In indium arsenide, the centre of the occupied states of each orbital type depends on which bands that orbital has mixed into, so it need not follow the order of the atomic levels. Inside the atomic spheres, arsenic supplies most of the character of the filled bands, and its s and p centres lie 7.2 eV apart. Indium contributes smaller shares to the same bands, and its s and p centres are only 3.0 eV apart. The same reasoning may account for the odd row, an indium d centre that lies deeper than the indium s centre, but that row rests on a very small and coarsely rounded count.

All-electron FLAPW density-functional calculation of InAs (F-43m) with FLEUR MaX-R8.1 (patched build s14), using the Wigner functional, no spin–orbit coupling, an 8×8×8 k mesh and 0.02 eV Fermi–Dirac smearing. Muffin-tin radii are 2.35 bohr for In and 2.22 bohr for As. Counts and centres cover filled states above −12 eV, with energies measured from the Fermi energy.

```tsv
projection name	projection electrons (e)	projection band centre (eV)
INT	1.830	-4.330
MT:1s	0.330	-5.860
MT:1p	0.240	-2.890
MT:1d	0.120	-7.280
MT:2s	0.600	-9.750
MT:2p	0.840	-2.540
```

The projection names need a short translation. MT:1 is a sphere around indium, MT:2 a sphere around arsenic, and INT the region between the spheres. The letters s, p and d describe the angular shape of the electron wave inside a sphere, so MT:1s is the s character of the filled bands inside the indium sphere, read here as indium 5s, and not the innermost shell of the atom. The electron counts are for one spin; doubled, they add up to 7.92, close to the eight valence electrons of one indium and one arsenic atom. Every listed count is a whole multiple of 0.03, which suggests coarse rounding, so small differences between counts mean little.

The band centre is a weighted mean. If the filled states have energies $\varepsilon_i$, measured from the Fermi energy, and a fraction $w_i$ of state $i$ has the chosen character, the centre is

$$E=\frac{\sum_i w_i\,\varepsilon_i}{\sum_i w_i}.$$

An orbital that takes part in a deep band and in a shallow band therefore gets a centre between the two, at an energy where there may be no state at all. Two orbitals with very different atomic levels can also have almost the same centre, if they take part in the same bands.

Eight valence electrons fill four bands in this crystal. As is usual for compounds of this family, one is a deep band made mainly of arsenic 4s, and the other three form an upper group rich in arsenic 4p. The two arsenic rows mark these groups, with centres at −9.75 and −2.54 eV. They are the deepest and the shallowest centres in the table, and the other four rows fall between them.

How much of another orbital enters a filled band follows from a simple rule of bonding. When two orbitals are coupled with strength $V$ and their levels are a distance $\Delta$ apart, with $V$ much smaller than $\Delta$, the weaker partner's share of the mixed state is roughly $(V/\Delta)^2$. At equal coupling, a near neighbour in energy therefore mixes in far more than a distant one. The coupling in this crystal is not always so weak, so only this tendency is used here, not the formula itself. Symmetry adds a second condition, because some orbitals have no coupling at all to a given state.

Indium 5s has two suitable partners. In the free atoms its level lies between arsenic 4s and arsenic 4p, within several electronvolts of both. It therefore enters the deep band as the bonding partner of arsenic 4s, and it also forms bonding states with arsenic 4p in the upper group. The centre at −5.86 eV is the average over these two roles.

Symmetry keeps this average from rising further. At the centre of the Brillouin zone, where the wave repeats identically in every cell, the uppermost bonding states form a set of three that behave like p functions. An s function on either atom has the wrong symmetry to join them. Away from that point the restriction is relaxed, and indium s enters mostly the lowest of the three upper bands, well below the top of the group.

Indium 5p is in a different position. Its atomic level lies far above arsenic 4s, so it mixes little into the deep band, while arsenic 4p is much nearer. Symmetry also allows it to take part in the p-like states at the top. Its centre at −2.89 eV accordingly lies close to that of arsenic p.

This row is also the clearest evidence that the centres follow the bands and not the atoms. In the free atoms, indium 5p lies higher than arsenic 4p by a few electronvolts. In the crystal its occupied part has a centre 0.35 eV lower. The states in which indium p would dominate are the antibonding ones, and these are empty; what the table records is the p character of the filled bonding states inside the indium sphere.

The small step between the two p centres has a plausible cause, though the table cannot confirm it. Indium p should enter most strongly where the bond is strongest, and such states tend to lie in the lower part of the upper group. A slight admixture into the deep band would pull the centre the same way. Either effect, or both together, could give a step of this size. So could rounding, since the indium p count is only eight steps of 0.03.

The indium d row looks irregular only if it is taken for the 4d shell. The indium sphere holds 9.68 d electrons in the same calculation, but the energy window of the table contains just 0.24 of them after doubling. The other 9.44 belong essentially to the filled 4d shell, which lies below the window's lower edge at −12 eV. The centre at −7.28 eV describes the small d admixture in the valence bands.

That admixture appears to lean towards the deep band, and the same reason as before would explain it. Of the four valence bands, the one made of arsenic 4s is nearest in energy to the indium 4d shell, so it should take up d character most readily. Symmetry forbids this at the centre of the Brillouin zone but allows it elsewhere. Part of the d count need not come from indium orbitals at all: the tail of an arsenic orbital that reaches into the indium sphere is sorted by its shape around the indium nucleus, and some of it is then labelled d. The indium s and p counts can contain such tails too. The upper bands contain some d character too, which keeps the centre well above that of arsenic s.

Two reservations apply to this row. Its listed count is only four steps of 0.03. If the density of states was rounded before it was summed, moving one step from the deep band to the upper group would raise the centre by about 1.8 eV, more than the 1.4 eV that separates it from indium s. The 4d shell also holds about forty times as many electrons as the admixture, so even a faint tail of its peak, if smoothing carried it across the window's edge, would pull the d centre down. Whether this happens here is untested. The order of the indium d and s rows may therefore be an accident of the data, and the mixing described above is an expected cause, not a demonstrated one.

The region between the spheres belongs to no single atom and collects charge from all four bands. If each band placed the same fraction of its charge there, the centre of this row would equal the mean of all counted states, which is −4.90 eV. It lies higher, at −4.33 eV, so the upper bands contribute more than their even share. One likely reason is that arsenic 4s is more compact than 4p and keeps more of its charge inside the arsenic sphere.

This region also holds 46% of the counted electrons, which matters for anyone who wants to read charges from the table. Larger spheres would take in part of that charge, and the counts of both atoms would rise although the crystal stayed the same. The counts show how the charge is divided among the chosen regions. They are not ionic charges or oxidation states.

The picture of two groups of bands can be put to a numerical test. Suppose that every filled state lay either at the arsenic s centre or at the arsenic p centre. The share $f$ of a row that belongs to the deep band then follows from its centre $E$ as on a lever. For indium s, which is not one of the two reference rows, this gives

$$f=\frac{E-E_{\mathrm{As\,p}}}{E_{\mathrm{As\,s}}-E_{\mathrm{As\,p}}}=\frac{-5.86+2.54}{-9.75+2.54}=0.46.$$

Almost half of the indium s charge would thus sit in the deep band. The same step for indium p gives only 5%, because its centre lies so near that of arsenic p.

The test lies in the sum. A single band holds exactly two electrons, so the deep shares of all rows, each multiplied by its doubled count, should add up to two. In the order of the table they give

$$0.91+0.30+0.02+0.16+1.20+0.00=2.59.$$

The deep band is overfilled by 30% of its true content. The lever only rescales the centres, so it keeps their order whether or not the two-level picture holds, and its shares are too crude to be taken as populations.

The direction of the error shows what the picture leaves out. With two electrons placed at the arsenic s centre, the remaining 5.92 have a mean energy of −3.26 eV, which is 0.72 eV below the arsenic p centre. The upper group therefore seems to contain states well below that centre, and the lever counts them as partly deep. Bonding theory identifies them as the states in which indium s joins arsenic p, so the 46% found for indium s is probably too high.

The excess could also arise if the deep band lay lower than the arsenic s centre, since that row may include some arsenic s from the upper bands. To remove the excess altogether, however, the mean of the deep band would have to be −11.9 eV, almost at the edge of the window. A band of this kind is normally an electronvolt or more wide, so a large part of it would then fall outside the window and escape the count. Yet nearly all eight valence electrons are counted, and of the 1.30 s electrons in the arsenic sphere 1.20 lie inside the window. A lower deep band can therefore explain only part of the excess.

Two known weaknesses of the calculation bear on the energies. It finds no band gap, whereas real indium arsenide has one of roughly 0.4 eV; local functionals often close such small gaps, and the metallic result should not be taken as a property of the material. A shift of the Fermi energy would move all six centres together and leave their separations unchanged. Spin–orbit coupling, which is left out, splits the top of the valence bands by roughly 0.4 eV. That is small beside the separation of s and p on either atom, and a splitting about an unchanged mean largely cancels in a centre taken over whole bands.

Germanium makes a useful comparison, because it has the same arrangement of atoms and the same number of valence electrons, but both atoms are alike. Symmetry then requires the two s rows to share one centre and the two p rows to share another. The contrast between 7.2 and 3.0 eV in indium arsenide is thus a mark of the difference between its two elements. For a related compound, the order can be guessed by asking which element dominates the filled bands, and then which of those bands each orbital of the other element can reach in energy and is allowed by symmetry to join.
